Why the reduced gradient spikes in the graphite gap

We use atomic units and a spin-unpolarised density. Define s = |∇ρ|/(Cρ^(4/3)), with C = 2(3π²)^(1/3) = 6.187. For ρ = A exp(−αr), |∇ρ| = αρ, so s = αρ^(−1/3)/C = αA^(−1/3) exp(αr/3)/C, which diverges in the tail. With τ_W = |∇ρ|²/(8ρ) and τ_TF = (3/10)(3π²)^(2/3)ρ^(5/3), substituting |∇ρ|² = C²s²ρ^(8/3) gives τ_W/τ_TF = (5/3)s² for any such density.

The smallest model with a critical point has two flat tails, from sheets at z = ±d/2:

ρ = A exp(−α(d/2 + z)) + A exp(−α(d/2 − z)) = ρ₀ cosh αz, ρ₀ = 2A exp(−αd/2).

Then |∇ρ| = αρ tanh α|z|, and

s = (αρ^(−1/3)/C) tanh α|z| = s₀ sinh α|z| / cosh^(4/3) αz, s₀ = αρ₀^(−1/3)/C.

Since tanh α|z| = √(1 − ρ₀²/ρ²), the single-exponential law returns for ρ ≫ ρ₀. Near the midplane s ≈ αs₀|z| ≈ s₀√(2(ρ − ρ₀)/ρ₀), the spike of an NCI plot. Setting ds/dz = 0 gives tanh² αz = 3/4, so ρ = 2ρ₀, α|z| = ln(2 + √3), and s_max = (√3/2^(4/3))s₀ = 0.687 s₀.

Now numbers. The compiled c = 6.7076 Å (Lebedeva 2016) gives d = c/2 = 6.34 bohr. I take α from Fermi-level states decaying into a flat potential at the vacuum level. They sit at K, with |K| = 4π/(3a) = 0.90 bohr⁻¹ for a = 2.461 Å (Wikipedia). The amplitude decays with κ² = 2Φ + |K|² = 0.35 + 0.81 for Φ = 4.7 eV (Tran 2019), so α = 2κ = 2.15 bohr⁻¹. I choose ρ₀ = 0.004 bohr⁻³ to reproduce a typical van der Waals gap density. The model gives s₀ = 2.2, slope αs₀ = 4.7 bohr⁻¹, and s_max = 1.5 at |z| = 0.6 bohr, where τ_W/τ_TF = 3.8. Remove one sheet and the midplane has ρ₀/2 and s = 2^(1/3)s₀ = 2.8 instead of zero.

Question: Does s vanish linearly at every smooth critical point?

At every nondegenerate one with ρ > 0. There ∇ρ ≈ H·δr, with H the Hessian, so s ≈ |H·δr|/(Cρ^(4/3)), with a direction-dependent slope. Our H_zz = α²ρ₀ yields αs₀. Along a zero eigenvalue s vanishes faster; our in-plane eigenvalues are zero, and s = 0 on the whole midplane. At the cusp of A exp(−αr), s tends to αA^(−1/3)/C, not zero.

Question: Graphite is corrugated. Does that matter?

Yes. Take the shortest reciprocal vector, G = √3|K| = 1.56 bohr⁻¹. In AB stacking the sheets are shifted by a bond length, so their modulations differ in phase by 2π/3. Multiply the two tails by 1 + 2η cos(Gx ± π/3), with the same decay α. The midplane density is ρ₀(1 + η cos Gx), with ∂ρ/∂x = −ηGρ₀ sin Gx and ∂ρ/∂z = √3ηαρ₀ sin Gx in size, since the midplane is no mirror. To first order s ≈ ηs₀|sin Gx|√((G/α)² + 3) there, at most 4.1η; a mirror-symmetric gap would keep only the G/α term, 1.6η. For an illustrative η = 0.3 the model gives 1.2, about 0.8 s_max. Modulation along all such vectors leaves only isolated critical points.

Question: How far do you trust α?

Only as the model's. Dropping |K|² gives 1.18 bohr⁻¹, about half, and s scales with α at fixed ρ₀. Deeper states and the real gap potential shift it too. The implied A = 1.8 bohr⁻³ is an extrapolated amplitude, so the model serves the middle of the gap only.

Question: Does s = 0 make the midplane a uniform gas?

No. It says τ_W = 0 there. The true τ needs orbitals and obeys τ ≥ τ_W, and the curvature α²ρ₀ remains.